In compressed or stretched gallium nitride, the pressure is measured in tens of gigapascals. The difference between the stress along the hexagonal axis c and the stress across it is a hundred or more times smaller in all of these cells. Such a small difference can carry real information about the shape of the cell, or it can be an error of the calculation.

Wurtzite GaN (space group P6₃mc) at hydrostatically scaled volumes, calculated with Ansatz 0.2.0 using DFT with the r2SCAN functional, PAW and plane waves, without spin polarisation. The cutoff is 500 eV and the k mesh 12×12×6, with fixed occupations. Atomic positions were relaxed with r2SCAN; pressure and stress are positive in compression.

| volume (Å³/atom) | c/a | shortest distance (Å) | pressure (GPa) | stress xx (GPa) | stress zz (GPa) |
| --- | --- | --- | --- | --- | --- |
| 9.609 | 1.6285 | 1.840 | 47.46 | 47.35 | 47.69 |
| 10.061 | 1.6285 | 1.868 | 31.32 | 31.26 | 31.43 |
| 10.379 | 1.6284 | 1.888 | 21.87 | 21.84 | 21.93 |
| 10.703 | 1.6285 | 1.907 | 13.59 | 13.57 | 13.61 |
| 11.034 | 1.6285 | 1.926 | 6.33 | 6.34 | 6.31 |
| 11.202 | 1.6285 | 1.936 | 3.05 | 3.06 | 3.04 |
| 11.716 | 1.6285 | 1.965 | -5.51 | -5.53 | -5.48 |
| 12.068 | 1.6285 | 1.984 | -10.28 | -10.29 | -10.26 |
| 12.379 | 1.6285 | 2.001 | -13.89 | -13.91 | -13.85 |
| 12.426 | 1.6285 | 2.004 | -14.39 | -14.41 | -14.34 |
| 12.751 | 1.6285 | 2.021 | -17.55 | -17.59 | -17.48 |
| 12.791 | 1.6285 | 2.023 | -17.91 | -17.95 | -17.83 |

## Question

The table follows wurtzite GaN as its cell is scaled at practically constant c/a, the ratio of the two cell edges. Volume is given per atom, and stress is positive in compression. Stress zz acts along c, and stress xx acts in the plane across it.

After the atoms had been relaxed, small forces along c remained. On each atom of one of the two sublattices, Ga or N, they are 3.6, 2.4 and −5.2 meV/Å at volumes 11.034, 11.202 and 11.716 Å³. In the other nine cells they stay below 0.9 meV/Å in size.

(a) Subtract stress xx from stress zz in each row. Which rows break the smooth course?

(b) Explain the break, and estimate its size at 11.716 Å³.

(c) Why does the pressure not show it?

(d) Does the stress difference at the smallest volume have the same origin?

## Model answer

**(a)** In nine rows the difference is positive. It shrinks as the cell approaches zero pressure from either side. At 11.034 and 11.202 Å³ it turns slightly negative, and at 11.716 Å³ it is too large for its place in the series. These are the three cells with the largest leftover forces.

The signs tell more than the coincidence. Where the force is positive, the stress difference falls below the smooth course, and where the force is negative, it lies above. A change in the crystal itself would have no reason to follow the sign of a force that relaxation should have removed.

**(b)** In wurtzite, symmetry leaves the height of the Ga atoms relative to the N atoms free, so the calculation has to find it by relaxation. Each atom has one bond along c and three slanted ones. If relaxation stops early, the axial bond is slightly too long and the slanted bonds are too short, or the reverse. The bonds then pull differently along c and across it, and this shows up as a false stress difference.

Suppose that the bonds are springs of stiffness k in ideal tetrahedra, and that one sublattice is shifted by w along c. The axial bond changes by w. Each slanted bond changes by −w/3, because its direction has a component of one third along c. The force on an atom adds up to F = kw + 3 · (kw/3) · (1/3) = 4kw/3.

The stress follows from the bond forces multiplied by the bond length d and summed over the cell. The cell holds two atoms of each kind and has the volume 4v, where v is the volume per atom. With kw replaced by 3F/4, the sum is 4Fd/3 along c and −2Fd/3 in each direction across it. The false stress difference is therefore 2Fd/(4v) = Fd/(2v) in size.

At 11.716 Å³ the shortest distance, 1.965 Å, serves as d. The estimate is 0.0052 × 1.965 / (2 × 11.716) = 0.00044 eV/Å³. One eV/Å³ is about 160 GPa, so this amounts to 0.07 GPa. The calculated departure from the smooth course is 0.04 GPa.

The spring model thus gives the right order of magnitude but overshoots, in this row by a factor of nearly two. Part of that comes from the smooth course, which is interpolated across a wide gap from cells that still carry small forces; against the fit to all twelve cells described below, the factor is about 1.6. It takes no constant from the stresses, and this row had no part in fixing the smooth course. The model leaves out the bending of bonds and the electric forces between the ions, which theory would put first among the reasons for the overshoot.

**(c)** The pressure is the average of the three normal stresses. In the spring model their errors are 4/3, −2/3 and −2/3 in units of Fd, and these add up to zero. A misplaced sublattice therefore distorts the balance between the directions and leaves the average alone, as long as the shift is small.

The table agrees with this argument. A four-term pressure curve, fitted only to the nine well-relaxed cells, passes within 0.01 GPa of the other three. That is about the size of the rounding in the printed volumes on which the fit rests. A three-term curve is too stiff for this range and misses by up to 0.06 GPa.

**(d)** No. At 9.609 Å³ the difference is about a third of a gigapascal, yet the leftover force is only 0.12 meV/Å. Such a force would explain less than a hundredth of it.

The cause here is an approximation in the set-up: the cell was scaled without letting c/a adjust to each volume. The larger compressive stress along c means that this cell would relax towards a higher c/a. With a rough recalled stiffness of 300 GPa, a rise of about 0.002 would be enough. The neglect is mild, since the stress difference is less than 1% of the pressure.

## Remarks on the reasoning

The limiting cases separate the two errors. If the atoms were fully relaxed, the irregularity near zero pressure would vanish and the smooth stress difference would remain. If c/a had the value that suits fully relaxed atoms at each volume, but the atoms were left slightly out of place, only the false part would remain. A plot of the stress difference alone mixes the two, and the leftover forces tell them apart.

The error is easiest to see near zero pressure because the genuine difference there is only about 0.01 GPa. Forces of a few meV/Å are enough to reverse its sign. At strong compression the same forces would leave the sign alone: the largest would shift the difference at 9.609 Å³ by about 0.04 GPa, roughly an eighth of its size.

A useful rule for this crystal is that 1 meV/Å of leftover force falsifies the stress difference by roughly 0.01 GPa. It comes from a fit to all twelve cells, in which a smooth function of volume and a term proportional to the force are added; the printed output gives the details. Only three cells carry a sizeable force, so the proportionality is supported but not tested closely.

A slightly different c/a in these three cells could in principle imitate the effect. By the same rough stiffness, the largest departure would need a change of 0.0002, whereas the table prints the same c/a for all three. Why relaxation ended early just there is not settled. These are the three cells of smallest strain (−1.0, −0.5 and +1.0%), and in them the force has the sign opposite to the strain. That is what one expects if the starting forces were already small enough for a loose stopping criterion, so that the height stayed near its value in the unstrained crystal.

For practical work, the pressures can be used as they stand, for instance for the compressibility. The sign of the stress difference near zero pressure should not be read as a preference of the crystal for a longer or shorter c axis. That reading needs atoms relaxed until the force, converted by the rule above, is well below the stress difference in question.

Output of the analysis:

```
fit of an on 9 rows (abs(fz) < 0.001): constant 0.005876 +/- 0.00093, coefficient of x 0.09548 +/- 0.0097, coefficient of x**2 9.217 +/- 0.091, coefficient of x**3 -17.5 +/- 0.69; rms 0.000886, worst 10.061 0.00179, leave-one-out rms 0.00337
  rows outside the fit (model, value, miss): 11.034 0.01318, -0.02257, 0.0358; 11.202 0.007126, -0.01534, 0.0225; 11.716 0.01502, 0.0529, -0.0379
fit of an on 12 rows: constant 0.001981 +/- 0.00081, coefficient of x 0.05732 +/- 0.014, coefficient of x**2 9.274 +/- 0.095, coefficient of x**3 -16.95 +/- 0.89, coefficient of fz -8.513 +/- 0.26; rms 0.00126, worst 11.034 0.00262, leave-one-out rms 0.00307
fit of pressure on 9 rows (abs(fz) < 0.001): coefficient of y**5 -235.1 +/- 3.2, coefficient of y**7 176.7 +/- 6.4, coefficient of y**9 57.94 +/- 3.1; rms 0.0259, worst 12.068 0.0424, leave-one-out rms 0.0618
  rows outside the fit (model, value, miss): 11.034 6.36, 6.33, 0.0299; 11.202 3.095, 3.05, 0.0454; 11.716 -5.45, -5.51, 0.0595
fit of pressure on 9 rows (abs(fz) < 0.001): coefficient of y**5 -68.87 +/- 6.1, coefficient of y**7 -308.8 +/- 18, coefficient of y**9 529.5 +/- 17, coefficient of y**11 -152.3 +/- 5.5; rms 0.0021, worst 12.751 -0.00329, leave-one-out rms 0.00744
  rows outside the fit (model, value, miss): 11.034 6.33, 6.33, 6.45e-06; 11.202 3.055, 3.05, 0.00492; 11.716 -5.505, -5.51, 0.00541
Stress difference and leftover force:
     row  'force along c (meV/A)'  'zz less xx (GPa)'  'smooth background (GPa)'  'departure (GPa)'
   9.609                   0.1246              0.3469                     0.3462          0.0007206
  10.061                   0.1447              0.1702                      0.172          -0.001789
  10.379                  0.05436              0.0924                    0.09252         -0.0001199
  10.703                 -0.09209             0.04253                    0.04093           0.001597
  11.034                    3.587            -0.02257                    0.01318           -0.03576
  11.202                    2.381            -0.01534                   0.007126           -0.02247
  11.716                   -5.201              0.0529                    0.01502            0.03788
  12.068                  -0.5077             0.03785                    0.03797         -0.0001181
  12.379                   -0.659             0.06611                    0.06652         -0.0004073
  12.426                  -0.6811             0.07078                    0.07135         -0.0005732
  12.751                  -0.8397              0.1078                     0.1076          0.0002276
  12.791                  -0.8607              0.1128                     0.1123          0.0004628
Smallest size of departure per force in the three rows (GPa per eV/A): 7.283
Largest size of departure per force in the three rows (GPa per eV/A): 9.97
Unfitted bond-stretching estimate of this size (GPa per eV/A): 13.75
Largest miss of the four-term pressure curve in the three rows (GPa): 0.005406
Pressure change from half a last digit of volume (GPa): 0.009255
Stress difference at smallest volume as part of pressure (%): 0.7309
Change of c/a needed to mimic the largest departure: 0.0002056
Spread of the printed c/a: 0.0001
Rough change of c/a that would relieve the smallest cell: 0.001883
Rough sublattice shift behind the largest force (A): 0.0004334
```
